Question: How do n, κ and α follow from ε1 + iε2, and why is α still huge in SiC at 11 µm where ε2 is small?

I have a complex dielectric function ε = ε1 + iε2 for silicon carbide and want the refractive index, the extinction coefficient and the absorption coefficient. Books give α = 4πκ/λ0 and also α = ωε2/(nc). Inside the reststrahlen band, at 11 µm, ε1 is negative and ε2 is small. The second formula then seems to say that absorption is weak, yet the light gets less than a micrometre into the crystal. Can somebody derive all this from Maxwell's equations and say which formula applies?

Answer

Both formulas are exact under the same premises, and both apply at 11 µm. In the band n is small together with ε2, and the ratio ε2/n = 2κ stays finite as the damping goes to zero. There α measures how fast the field dies away, while the fraction of the incident light that is turned into heat is 1 − R and is small. Here is the derivation.

1. Premises and conventions

(a) Macroscopic Maxwell equations in SI units, with no external charges or currents inside the medium.

(b) The response is linear, time-invariant, homogeneous and local: at each frequency D = ε0 ε(ω) E, with ε independent of position and of wave vector. Any conduction current J = σE is included in ε by adding iσ/(ε0ω).

(c) The medium is nonmagnetic: B = μ0H.

(d) ε acts as a scalar on the field. This holds in an isotropic or cubic medium, and for a wave running along the axis of a uniaxial crystal. 4H-SiC is hexagonal (space group 186, point group 6mm). The sixfold axis c forces εxx = εyy = ε⊥ and removes the off-diagonal elements, so a wave travelling along c with E ⊥ c sees only ε⊥. Below, ε means ε⊥ and z is along c.

(e) ω is real and positive, and the wave depends on z alone, so planes of constant phase and of constant amplitude coincide. This is what normal incidence on a flat surface produces.

(f) The medium is passive, ε2 > 0. Step 5 shows that this is the statement that it takes energy from the field.

Physical fields are real parts of complex fields with time factor exp(−iωt). With the opposite convention, exp(+jωt), everything is complex conjugated: ε = ε1 − jε2 and the index is n − jκ, with the same positive n, κ and ε2. λ0 = 2πc/ω is the vacuum wavelength and ν = 1/λ0 the wavenumber in cm⁻¹.

2. Dispersion relation

Take E = x̂ Ex and H = ŷ Hy, both proportional to exp(i(kz − ωt)), with k allowed to be complex.

Faraday's law, ∇×E = −∂B/∂t. The y component of the curl is ∂Ex/∂z = ikEx and the right side is iωμ0Hy, so

(1) k Ex = ωμ0 Hy.

The Ampère–Maxwell law, ∇×H = ∂D/∂t. The x component of the curl is −∂Hy/∂z = −ikHy and the right side is −iωε0εEx, so

(2) k Hy = ωε0ε Ex.

The two divergence equations hold automatically, because the fields have no z component and depend only on z. Multiply (1) by k and insert (2): k²Ex = ω²μ0ε0ε Ex. For Ex ≠ 0, and with μ0ε0 = 1/c²,

(3) k² = ε ω²/c².

Define the complex refractive index N by k = Nω/c and write N = n + iκ with n and κ real. Then (3) reads

(4) (n + iκ)² = ε1 + iε2,

and (1) gives the magnetic field, using 1/(μ0c) = ε0c:

(5) Hy = ε0c N Ex.

3. Solving for n and κ

The real and imaginary parts of (4) are

(6) n² − κ² = ε1,
(7) 2nκ = ε2.

Square both and add: (n² − κ²)² + 4n²κ² = (n² + κ²)² = ε1² + ε2². Since n² + κ² cannot be negative, only the positive root is allowed:

(8) n² + κ² = |ε| = √(ε1² + ε2²).

Half the sum and half the difference of (8) and (6) give

(9) n² = (|ε| + ε1)/2,
(10) κ² = (|ε| − ε1)/2.

Both right sides are non-negative whatever the sign of ε1, because |ε| ≥ |ε1|. Squaring lost the signs, and (7) restores them: with ε2 > 0, n and κ have the same sign. The two roots of (4) are therefore (n, κ) and (−n, −κ). Written out, the field is

(11) Ex = E0 exp(−ωκz/c) exp(iω(nz/c − t)).

For n, κ > 0 the phase advances towards +z and the amplitude falls towards +z; the other root is the same wave running towards −z. For a medium filling z > 0 and lit from z < 0, the field must stay bounded at large z, which selects κ > 0 and hence n > 0. In polar form ε = |ε| exp(iθ) with 0 < θ < π, and N = √|ε| exp(iθ/2). For ε1 < 0 the angle θ lies between π/2 and π, and the principal value of arctan(ε2/ε1) must have π added to it.

4. Intensity and absorption coefficient

The intensity is the time-averaged Poynting flux. For two fields oscillating as exp(−iωt), write each real part as (A + A*)/2. The product contains terms in exp(∓2iωt), which average to zero, and the constant (AB* + A*B)/4, so the average of Re A · Re B is ½ Re(AB*). With (5),

Sz = ½ Re(Ex Hy*) = ½ ε0c Re(N*) |Ex|² = ½ ε0c n |Ex|².

From (11), |Ex|² = |E0|² exp(−2ωκz/c). Hence

(12) Sz(z) = ½ ε0c n |E0|² exp(−αz), with α = 2ωκ/c.

The factor 2 appears because the intensity is quadratic in the field: the amplitude falls by 1/e over 2/α, the intensity over 1/α. With ω/c = 2π/λ0, and with κ = ε2/(2n) from (7),

(13) α = 2ωκ/c = 4πκ/λ0 = ωε2/(nc).

In spectroscopic units α = 4πκν = 2πν ε2/n, with α in cm⁻¹ when ν is. The wavelength in (13) is the vacuum one, and n in the last form is the true real part from (9), not √|ε1|.

5. The same α from energy conservation

Poynting's theorem, which follows from the two curl equations, is −∇·(E×H) = E·∂D/∂t + H·∂B/∂t. Average it over a period. The magnetic term is the time derivative of the periodic quantity μ0H²/2 and averages to zero. The electric term is

Q = ½ Re[Ex (−iωε0εEx)*] = ½ ωε0 |Ex|² Re[i(ε1 − iε2)] = ½ ωε0 ε2 |Ex|².

Q is the mean power per volume handed to the medium. It is positive exactly when ε2 > 0, which justifies premise (f). The balance −dSz/dz = Q then gives

(14) α = Q/Sz = ωε2/(nc),

the last form of (13), this time read as local dissipation divided by local flux. So α is large when the dissipation is large, and also when the flux per unit |E|², which is proportional to n, is small.

6. The two limits, and the answer to the puzzle

Let x = ε2/|ε1| be small. Then |ε| = |ε1|(1 + x²/2 + ...), and (|ε| + |ε1|)/2 = |ε1|(1 + x²/4 + ...), whose square root is √|ε1| (1 + x²/8 + ...). This is the larger of n and κ; the smaller follows from (7).

For ε1 > 0, a transparent crystal: n ≈ √ε1 (1 + x²/8) and κ ≈ [ε2/(2√ε1)] (1 − x²/8). Then α ≈ ωε2/(c√ε1) is proportional to ε2 and vanishes with it.

For ε1 < 0, a reststrahlen band or a metal below its plasma edge, the roles swap:

(15) κ ≈ √|ε1| (1 + x²/8), n ≈ [ε2/(2√|ε1|)] (1 − x²/8), α ≈ 2ω√|ε1|/c.

Now α does not depend on ε2 at leading order. As ε2 → 0, both Q and Sz vanish in proportion to ε2 and their ratio stays put. At ε2 = 0 exactly, N is purely imaginary, (5) puts H a quarter period out of phase with E, the flux is zero at every depth, and what decays as exp(−αz) is |E|². The field is evanescent.

Where the energy goes is settled at the surface. For normal incidence from vacuum let the incident, reflected and transmitted amplitudes of Ex be 1, r and t. Continuity of Ex gives 1 + r = t. Continuity of Hy, from (5) with N = 1 for the incident wave and N = −1 for the reflected one, gives 1 − r = Nt. Hence t = 2/(1 + N), r = (1 − N)/(1 + N), and

(16) R = |r|² = [(n − 1)² + κ²]/[(n + 1)² + κ²], 1 − R = 4n/[(n + 1)² + κ²].

The flux just inside, from (12), divided by the incident flux is n|t|² = 4n/[(n + 1)² + κ²], equal to 1 − R. Integrating Q over depth gives Q(0)/α = Sz(0), so all of that flux ends as heat. For a thick sample 1 − R says how much is absorbed and 1/α says within what depth.

7. A model ε for SiC at 11 µm

An explicit ε(ω) is needed. Treat the infrared-active optical vibration as one damped oscillator driven by the field, ü + Γu̇ + ωT²u ∝ E, whose displacement u adds a polarisation to the electronic background ε∞. With exp(−iωt) the response is proportional to 1/(ωT² − ω² − iΓω). In wavenumbers, with γ = Γ/(2πc),

ε(ν) = ε∞ + A/(νT² − ν² − iγν).

The strength A is fixed by the longitudinal wavenumber νL, at which the undamped ε vanishes: ε∞ + A/(νT² − νL²) = 0 gives A = ε∞(νL² − νT²). Without damping ε is negative for νT < ν < νL, which is the reststrahlen band.

As inputs take values typical of undoped 4H-SiC for E ⊥ c near room temperature, all approximate: ε∞ = 6.56, νT = 797 cm⁻¹, νL = 970 cm⁻¹, γ = 4 cm⁻¹. The band then runs from 10.3 to 12.5 µm. Extra digits are carried below only because (9) involves a cancellation; the results are rounded at the end.

At λ0 = 11 µm, ν = 909.09 cm⁻¹ and ν² = 826446 cm⁻². Further νT² = 635209 cm⁻², νL² = 940900 cm⁻², their difference is 305691 cm⁻², and A = 2.00533 × 10⁶ cm⁻². Put Δ = ν² − νT² = 191237 cm⁻², positive above the resonance, and ρ = γν/Δ, with γν = 3636.4 cm⁻², so ρ = 0.019015. Multiplying numerator and denominator by the conjugate of the denominator,

ε1 = ε∞ − (A/Δ)/(1 + ρ²), ε2 = ρ (A/Δ)/(1 + ρ²).

With A/Δ = 10.48610 and 1 + ρ² = 1.0003616, the common factor is 10.48231, and

ε1 = −3.92231, ε2 = 0.19932, |ε| = 3.92737.

From (10), κ² = 3.92484 and κ = 1.9811. From (9), |ε| + ε1 = 0.00506, n² = 0.00253 and n = 0.0503. The safer route n = ε2/(2κ) gives the same 0.0503 with no cancellation. The danger is real: rounding to |ε| = 3.93 and ε1 = −3.92 before using (9) yields n = 0.071. Take the larger of n and κ from (9) or (10) and the smaller from (7).

The limit (15) is accurate here: x = 0.0508, x²/8 = 3.2 × 10⁻⁴, and √|ε1| = 1.9805.

From (13), α = 4πκ/λ0 = 2.263 µm⁻¹ = 2.263 × 10⁴ cm⁻¹, and the form 2πε2/(nλ0) gives the same 2.263 µm⁻¹. The intensity depth 1/α is 0.442 µm and the amplitude depth 2/α is 0.884 µm. The phase wavelength λ0/n is 2.2 × 10² µm, so the field is gone long before it completes any spatial oscillation, and H is shifted from E by arg N = 88.5°. The mistake of putting √|ε1| in place of n in the last form of (13) would give 0.057 µm⁻¹, too small by a factor of 39; that is most likely the origin of the apparent contradiction.

From (16), 4n = 0.2012 and (n + 1)² + κ² = 5.028, so 1 − R = 0.040 and R = 0.960.

Varying only the damping shows which quantities depend on it:

γ (cm⁻¹) | ε1 | ε2 | n | κ | α (µm⁻¹) | 1 − R
0 | −3.926 | 0 | 0 | 1.981 | 2.264 | 0
4 | −3.922 | 0.199 | 0.050 | 1.981 | 2.263 | 0.040
8 | −3.911 | 0.398 | 0.101 | 1.980 | 2.262 | 0.078

ε2, n and 1 − R scale with γ, while κ and α barely move.

8. Range of validity

Equations (9), (10) and (13) involve no expansion. They hold for either sign of ε1 and any ε2 > 0 as long as premises (a) to (f) do. The premises, and the extra assumptions of the model, stand as follows at 11 µm.

Locality. The field must vary slowly on the scale of the unit cell. Here |k| = √|ε| 2π/λ0 = 1.13 µm⁻¹. The lattice constant along the axis is c0 = 10.0848 Å (compiled value for 4H moissanite, listing of 2001), so |k|c0 = 1.1 × 10⁻³, and 1/α spans 4.4 × 10² cells. A term in ε linear in k is absent for k along c: the diagonal ones are forbidden by the reciprocity relation εij(k) = εji(−k), and εxy ∝ kz would change sign under the mirror planes that contain c. Spatial dispersion therefore starts at order (|k|c0)² = 1.3 × 10⁻⁶ and is negligible away from the resonance at νT.

Constant ε∞. The photon energy is 0.113 eV and the band gap of 4H-SiC is 3.26 eV (compiled value, Deguchi 2016). If ε∞ − 1 is a sum of positive terms f/(ωj² − ω²) with every ħωj at or above the gap, each term exceeds its zero-frequency value by at most the fraction ω²/(ωg² − ω²) = 1.2 × 10⁻³, where ħωg is the gap. The background thus shifts by no more than 0.007.

Geometry. At oblique incidence the refracted wave is inhomogeneous and premise (e) fails. The tangential wave vector (ω/c) sin φ is conserved, and for s polarisation on a face normal to c the field stays perpendicular to c, so (3) becomes kz² = (ε − sin²φ) ω²/c². The recipe of step 3 then applies to ε − sin²φ. At φ = 45° the decay constant along the normal is 2.40 µm⁻¹, which is 6 per cent above α. For p polarisation ε∥ enters as well.

Thickness. A single exponential needs a sample much thicker than 1/α. In a thinner film both roots of (4) are present, and their cross term in E×H* carries flux that (12) does not describe.

Linearity. The intensity must be low enough that neither heating nor anharmonic driving changes νT, νL or γ.

Free carriers. The model omits them, and in doped wafers they compete with the lattice damping. A Drude term is Δε = −ωp²/(ω² + iγpω), with ωp² = Ne e²/(ε0m*) and γp = e/(m*μ). For illustrative inputs Ne = 10¹⁸ cm⁻³, m* ≈ 0.42 me and μ ≈ 200 cm²/(V s), one finds ωp²/ω² = 0.258 and γp/ω = 0.122, which corresponds to a damping of 111 cm⁻¹. Then Δε1 = −(ωp²/ω²)/(1 + γp²/ω²) = −0.25 and Δε2 = −Δε1 γp/ω = 0.031. That adds 16 per cent to ε2 and 3 per cent to α. Ten times the density at the same mobility gives Δε2 = 0.31, more than the lattice term itself. Equations (9), (10) and (13) remain valid once Δε is added to ε.

One oscillator, and its inputs. The weak zone-folded modes of the 4H stacking and the frequency dependence of the damping are left out. Since ε1 is a difference of two larger terms it is sensitive to the phonon wavenumbers: ∂ε1/∂νL = −0.067 per cm⁻¹, so 2 cm⁻¹ in νL moves κ and α by 1.7 per cent. Two figures are what the inputs support for these. For n and 1 − R only one figure is meaningful, because they follow γ. As typical knowledge and not a measurement, the damping in good undoped crystals can be as low as about 2 cm⁻¹; the model then gives n = 0.025 and 1 − R = 0.020, so the choice γ = 4 cm⁻¹ may overstate both by up to a factor of two for such samples, and it understates them for heavily doped ones.

The model's result for undoped 4H-SiC at 11 µm, light along c, is κ ≈ 2.0, n ≈ 0.05, α ≈ 2.3 × 10⁴ cm⁻¹ and R ≈ 0.96. The intensity falls by 1/e within about 0.44 µm, set by the negative ε1, and only about 4 per cent of the incident power, set by ε2, is absorbed in that skin.